# Tungsten between squeeze and stretch

A change of a few percent in the volume of tungsten takes pressures of order 10 GPa, yet it alters the energy by less than a tenth of an electronvolt per atom. The two scales fit together because 1 eV/Å³ equals about 160 GPa. Pressure is the slope of energy against volume, with its sign reversed, so a small energy spread over a small volume is a large pressure.

The table holds body-centred cubic tungsten at several volumes, computed with the r2SCAN functional for atoms at rest. "Volume" is the volume per atom and "shortest distance" the separation of nearest neighbours. Positive pressure means that the cell is compressed, negative pressure that it is held stretched. "Energy over elements" is counted from the standard crystal, which here is tungsten itself.

Ansatz 0.2.0, scalar-relativistic r2SCAN with plane waves and PAW, no spin polarization: body-centred cubic tungsten at fixed volumes. Cutoff 500 eV, k mesh 18×18×18 for the one-atom cell, Gaussian smearing of 0.1 eV. Energies are extrapolated to zero smearing and relative to the standard crystal in the same functional; pressure is positive in compression.

```tsv
volume (Å³/atom)	shortest distance (Å)	energy over elements (eV/atom)	pressure (GPa)
14.747	2.676	0.104	28.460
14.950	2.688	0.072	22.630
15.427	2.716	0.023	10.390
15.848	2.741	?	?
15.904	2.744	?	?
16.381	2.771	0.022	-8.830
16.739	2.791	0.048	-14.570
16.865	2.798	0.060	-16.430
```

## (a) How does the stiffness change with volume?

Use the two most compressed and the two most expanded rows to estimate the bulk modulus, the resistance to a change of volume. Explain the direction of the change.

**Solution.** The bulk modulus is B = −V dP/dV, where V is the volume and P the pressure. Between neighbouring rows it follows from the two differences and the mean volume:

compressed end: B ≈ 14.85 × 5.83 / 0.203 ≈ 430 GPa

expanded end: B ≈ 16.80 × 1.86 / 0.126 ≈ 250 GPa

The metal loses about 40 percent of its stiffness from one end to the other, although its nearest neighbours move apart by less than 5 percent. A small change of distance thus brings a large change of stiffness.

The reason lies in two opposing tendencies. Electrons shared in the d band pull the atoms together, and in tungsten this pull is strong because the band is about half full, with mostly bonding states occupied. Against it stand the kinetic energy of electrons confined to less space and the repulsion between the closed shells of neighbouring ions. At zero pressure the two sides balance.

They balance in slope, but not in curvature. The repulsive force changes more steeply with distance than the pull does, so it dominates the curvature of the energy, and the curvature is what a bulk modulus measures. Compression strengthens this steep part and the metal stiffens; expansion weakens it and the metal softens. This is the standard argument for metals. The table shows the softening itself, but doesn't separate the pull from the repulsion.

The change can be condensed into one number, B′, the gain in bulk modulus per unit of pressure. The two estimates belong to mean pressures of about 25.5 and −15.5 GPa, so

B′ ≈ (430 − 250) / (25.5 + 15.5) ≈ 4.4

B at zero pressure ≈ 250 + 4.4 × 15.5 ≈ 320 GPa

B′ also has a direct reading: near zero pressure, one percent more volume lowers the bulk modulus by about 4.4 percent. With these two numbers and the volume of zero pressure, a reader can estimate the pressure of tungsten at any nearby volume. The same three numbers, taken for another solid, do the same job there as long as its structure and electronic state stay the same.

## (b) What are the pressure and energy at 15.848 and 15.904 Å³?

Give a range with each forecast.

**Solution.** The two volumes lie between a compressed row and a stretched one, so the pressure passes through zero somewhere in this gap. To find where, the curve needs a form that allows the stiffness to vary. The third-order Birch–Murnaghan equation provides one:

P = (3/2) B₀ (x⁷ − x⁵) [1 + ¾ (B′ − 4)(x² − 1)], with x = (V₀/V)^(1/3)

Here V₀ is the volume at zero pressure and B₀ the bulk modulus there. The equation comes from expanding the energy in powers of V^(−2/3) up to the third and taking the slope.

A least-squares fit to the six known pressures gives B₀ = 319 GPa and B′ = 4.4, in line with the estimates from the ends. Near V₀ the curve falls by about 319/15.9 ≈ 20 GPa for each Å³. At 15.904 Å³ the fitted pressure is only 0.005 GPa, so the fitted V₀ equals this volume to within 0.001 Å³.

The other volume can now be worked by hand. Its compression relative to V₀ is

c = (15.904 − 15.848) / 15.904 = 0.0035

and for so small a compression the equation reduces to

P ≈ B₀ c [1 + (B′ + 1) c / 2] ≈ 319 × 0.0035 × 1.01 ≈ 1.1 GPa

The bracket, which carries the change in stiffness, adds only one percent here. The varying stiffness matters all the same, because it determines where the curve fitted through distant rows crosses zero.

The energy follows from the work done by the pressure. Two known rows make this easy, since 15.427 and 16.381 Å³ lie equally far, 0.477 Å³, on either side of V₀. The extra cost of compression and the saving on expansion nearly cancel in their mean, which leaves the energy of a simple spring:

½ B₀ (ΔV)² / V₀ = ½ × 319 × 0.477² / 15.9 ≈ 2.3 GPa Å³ ≈ 0.014 eV

The mean energy of the two rows is 0.0225 eV/atom. Subtracting the spring energy puts the bottom of the curve near 0.008 eV/atom.

It would be tempting to forecast zero instead, because tungsten is being compared with tungsten. The known rows speak against that: their energies and pressures together require a minimum slightly above the reference. The cause of this small offset is untested. It shifts the known rows alike and so drops out of the differences between them.

The forecasts are these:

- **15.848 Å³:** weak compression, with a positive pressure near 1.1 GPa, range ±0.2 GPa.
- **15.904 Å³:** pressure zero within ±0.2 GPa, sign undecided.
- **Pressure drop between the two:** near 1.1 GPa, range ±0.1 GPa.
- **Both energies:** near 0.008 eV/atom, range ±0.001 eV/atom, the lowest in the table and too close to rank at the printed precision.

The ranges are judgements. They allow for rounding, for small irregularities from the finite k mesh and for the choice of equation.

## (c) How good were the forecasts, and did the varying stiffness matter?

Compare them with the computed results, and with the forecast of a metal whose bulk modulus stays the same at every volume.

The withheld rows as computed:

```tsv
volume (Å³/atom)	shortest distance (Å)	energy over elements (eV/atom)	pressure (GPa)
15.848	2.741	0.009	1.120
15.904	2.744	0.008	-0.020
```

**Solution.** Both pressures fall well inside their ranges. The computed 1.12 GPa at 15.848 Å³ and −0.02 GPa at 15.904 Å³ each lie about 0.02 GPa below the fitted curve. The drop between them, 1.14 GPa, is also as forecast. Neither row took part in the fit.

The ranges for the single pressures were too cautious, about ten times wider than the misses. A sharper guide was available: when each known row is left out in turn and predicted from the other five, the typical error is 0.014 GPa. Both misses are somewhat larger than that, so as a range it would have been slightly too narrow. The small size of these errors reflects a smooth curve within one electronic state, and both forecasts had known rows on either side. It gives no licence to carry the same precision far beyond the volumes in the table.

The energies, 0.009 and 0.008 eV/atom, also agree with their range, the first only at its edge, and are the lowest in the table. One detail of the forecast failed: the printed values can be ranked after all. The fitted curve separates them by only 0.0002 eV/atom, and rounding can turn so small a difference into a full unit of the last digit. The printed step is therefore no measure of the real one.

A constant bulk modulus does much worse. It makes the pressure a straight line against the logarithm of the volume. Fitted by least squares to the same six rows, this line forecasts 3.2 and 2.0 GPa, about 2 GPa too high at both volumes.

The error has a simple geometrical origin. The true curve is steep on the compressed side and flatter on the expanded side, so it sags in the middle. A straight line that must serve both ends runs above the sag. It gets the average stiffness about right, at 332 GPa, but puts the point of zero pressure in the wrong place.

The same lopsidedness appears in the known rows. The volumes 14.950 and 16.865 Å³ lie about 6 percent below and above V₀. Compression by that amount produces 22.6 GPa, whereas the equal expansion produces a tension of only 16.4 GPa. With constant stiffness the two would differ by about 5 percent.

The two revealed rows also show why pressure is the better guide to the equilibrium volume. Between them the pressure changes by more than 1 GPa, while the energy barely moves, because an energy curve is flat at its minimum and its slope is not. This use of the pressure requires that it agree with the energies. Here it does: over the six known rows, the tabulated energies change by 0.997 ± 0.003 times the work calculated from the fitted pressures.

The equilibrium found in this way belongs to atoms held still. Thermal and zero-point motion, which the calculation leaves out, would be expected to move it to a slightly larger volume.
